Across a single layer of Bi₂Se₃, less than a nanometre thick, the smooth electrostatic potential felt by an electron swings by about 18 eV. Its deepest wells are only about an ångström wide. Band line-ups at a contact are decided by tenths of an electronvolt, so a profile of this kind has to be read with care.

The layer consists of five atomic planes in the order Se, Bi, Se, Bi, Se. The profile below comes from a density-functional calculation without spin-orbit coupling. At each height the potential energy is averaged over the plane, and its zero is the top of the valence band.

Smooth electrostatic potential energy of an electron, averaged over planes parallel to a relaxed single layer of Bi₂Se₃ and counted from the valence band top. Calculated with Ansatz 0.2.0 using PBE-D3(BJ) and scalar-relativistic, non-spin-polarised plane-wave PAW; cutoff 420 eV, 9×9×1 k mesh, Gaussian smearing 0.02 eV, isolated boundary along the layer normal.

| height (Å) | potential energy of an electron from the Fermi level (valence top where gapped) (eV) |
| --- | --- |
| 11.55 | 5.940 |
| 12.14 | 5.940 |
| 12.73 | 5.940 |
| 13.33 | 5.940 |
| 13.92 | 5.930 |
| 14.51 | 5.840 |
| 15.10 | 5.330 |
| 15.70 | 2.210 |
| 16.29 | -0.780 |
| 16.88 | -2.430 |
| 17.47 | -6.210 |
| 18.06 | -12.140 |
| 18.66 | -4.810 |
| 19.25 | -0.640 |
| 19.84 | -1.010 |
| 20.43 | -1.050 |
| 21.03 | -0.900 |
| 21.62 | -9.930 |
| 22.21 | -10.500 |
| 22.80 | -3.580 |
| 23.39 | -1.510 |
| 23.99 | 0.170 |
| 24.58 | 4.450 |
| 25.17 | 5.690 |
| 25.76 | 5.900 |
| 26.36 | 5.940 |
| 26.95 | 5.940 |
| 27.54 | 5.940 |
| 28.13 | 5.940 |

**(a) The two bismuth planes are equivalent by symmetry. Which rows seem to contradict this, and is the difference real?**

*Solution.* The layer has a centre of inversion in its middle selenium plane, at a height of 19.99 Å. Inversion also moves atoms sideways, but the average over each plane removes that. The profile must therefore be the same at equal distances above and below the middle. This symmetry is built into the calculation, so any departure from it in the rows needs an explanation other than physics.

The departure is easy to see. At 18.06 Å the potential falls to -12.14 eV, whereas the deepest row of the upper half reaches only -10.50 eV. Taken at face value, one bismuth plane attracts electrons more strongly than its twin by 1.64 eV. Yet the vacuum level is the same on both sides, so there is no net dipole across the layer to go with such a difference.

The cause lies in where the rows fall. They are 0.592 Å apart, and the two bismuth planes of the relaxed layer are 3.876 Å apart, which makes about six and a half steps. (The rounded positions from before the relaxation give 3.838 Å, which is also close to six and a half.) Because this is nearly a half-integer, a row that hits one plane must miss the other by about half a step. The row at 18.06 Å lies within a few hundredths of an ångström of the lower plane, while those at 21.62 and 22.21 Å stand on either side of the upper one.

The break is thus an artefact of sampling. The bottom of the second well lies between two rows.

**(b) How much depth should be lost in this way? Estimate it from the first well alone.**

*Solution.* Near its bottom any smooth well is roughly a parabola, so the potential rises with the square of the distance from the plane. At half a step it has risen by a quarter of what it gains over a full step. For a parabola, that quarter is the largest loss that sampling can cause, since no point is farther than half a step from the nearest row.

From the bottom row at 18.06 Å, the potential rises by 5.93 eV to the neighbour below and by 7.33 eV to the neighbour above. The mean rise over one step is (5.93 + 7.33)/2 = 6.63 eV. A quarter of this is about 1.7 eV. Half a step off the plane, a well identical to the first should therefore look shallower by about that much.

The two rows beside the upper plane are in fact shallower than the bottom row by 2.21 and 1.64 eV. The estimate thus accounts for most of the break, although neither row was used to make it. The row on the inner side of the plane is the higher of the two, partly because it lies slightly farther from the plane. The rest fits the lean of the first well, whose steeper flank also faces the middle of the layer.

A sharper comparison keeps this lean. The parabola that passes exactly through the three rows around the lower plane can be mirrored and read at the two upper rows. It comes out too deep there by 0.25 and 0.33 eV, a small remainder beside the apparent break. The direction of the miss is reasonable: a real well rises quickly near its bottom and then flattens, whereas a parabola drawn through more distant points starts too gently.

The same flattening limits the model. One row farther towards the middle, at 21.03 Å, the mirrored parabola lies 4.4 eV above the table, because the real potential has already levelled off. The parabola describes the bottom of the well and nothing beyond it.

The argument also shows that equal minima would be no proof of good sampling. If all rows were shifted by a quarter of a step, they would miss both planes by about the same distance. The two wells would then look alike, and by the same parabola both would be too shallow by a sixteenth of 6.63 eV, or about 0.4 eV.

**(c) Which quantities can still be read safely from such widely spaced rows?**

*Solution.* Areas can. Where a row hits the bottom of a well, its neighbours stand high on the flanks; where the rows straddle the bottom, two of them are fairly deep. In an evenly spaced sum these effects nearly cancel, provided that the well is wide compared with the spacing. Here it is about twice as wide, which is enough.

To test this, add up the depths below the vacuum level in each half of the layer and multiply by the row spacing, dividing the row next to the middle between the halves. The lower half gives 42.83 eV Å and the upper half 42.86 eV Å. A well truly shallower by 1.6 eV and an ångström wide would have changed the area by something like 1.6 eV Å, some fifty times the difference found.

The average over the whole cell survives equally well. With the potential taken as flat beyond the printed heights, the rows give -2.143 eV relative to vacuum. The calculation's own mean is -2.146 eV. The same rows that misjudge a minimum by more than an electronvolt thus recover the mean to a few thousandths.

The vacuum level is safe for a different reason: the potential approaches it exponentially. Outside the layer the electron density dies away roughly exponentially, and by Poisson's equation the potential it produces has a tail with the same decay rate. Rows from the two faces should then interleave on one curve. The upper rows at 24.58 and 25.17 Å enclose the mirror image of the lower row at 15.10 Å, and the geometric mean of their depths below vacuum is 0.61 eV, exactly the depth of that lower row.

Between those two upper rows the depth shrinks at a rate of 3.0 per ångström, or about sixfold from one row to the next. A simple estimate for the most weakly bound electrons takes the density to fall as exp(-2κz), where z is the distance outwards and κ = √(2mI)/ħ, with m the electron mass and I the ionisation potential. It gives 2.5 per ångström. The faster decay probably reflects more tightly bound states and motion along the layer, both of which shorten the tail, but the profile does not separate them.

Roughly 3 Å beyond the outer selenium planes the potential has settled at 5.94 eV. Since the zero is the valence top, this plateau is the ionisation potential of the layer, not its work function. Set against the work function of a metal, it gives a first estimate of where the valence top would lie at a contact, with charge transfer at the interface neglected. Spin-orbit coupling, which is strong in this material, would shift the valence top and with it this value. The PBE functional also tends to give ionisation potentials that are too small. And the value belongs to a single, unreconstructed layer, so it need not hold for a thicker crystal.

The depth of a well deserves less trust even on a fine grid. Close to the nuclei the smooth potential depends on how the atomic cores are represented, so the depth measures neither the charge of an ion nor the strength of a bond. The areas and the cell mean carry the same dependence: widely spaced rows give them reliably, but they should not be compared between calculations that treat the cores differently.

For any profile sampled in equal steps, a practical rule follows. Before comparing two minima, take a quarter of the mean rise from the deeper minimum to its neighbouring rows. If the two minima differ by about that much or less, look at the profile on a finer grid before seeking a physical cause. The shallower minimum is the wrong place to start: here it would give only about 0.9 eV, because the well has already begun to flatten at its outer neighbour. Even from the deeper one the result is a guide and not a strict bound, since a real well can rise faster near its bottom than the parabola does.
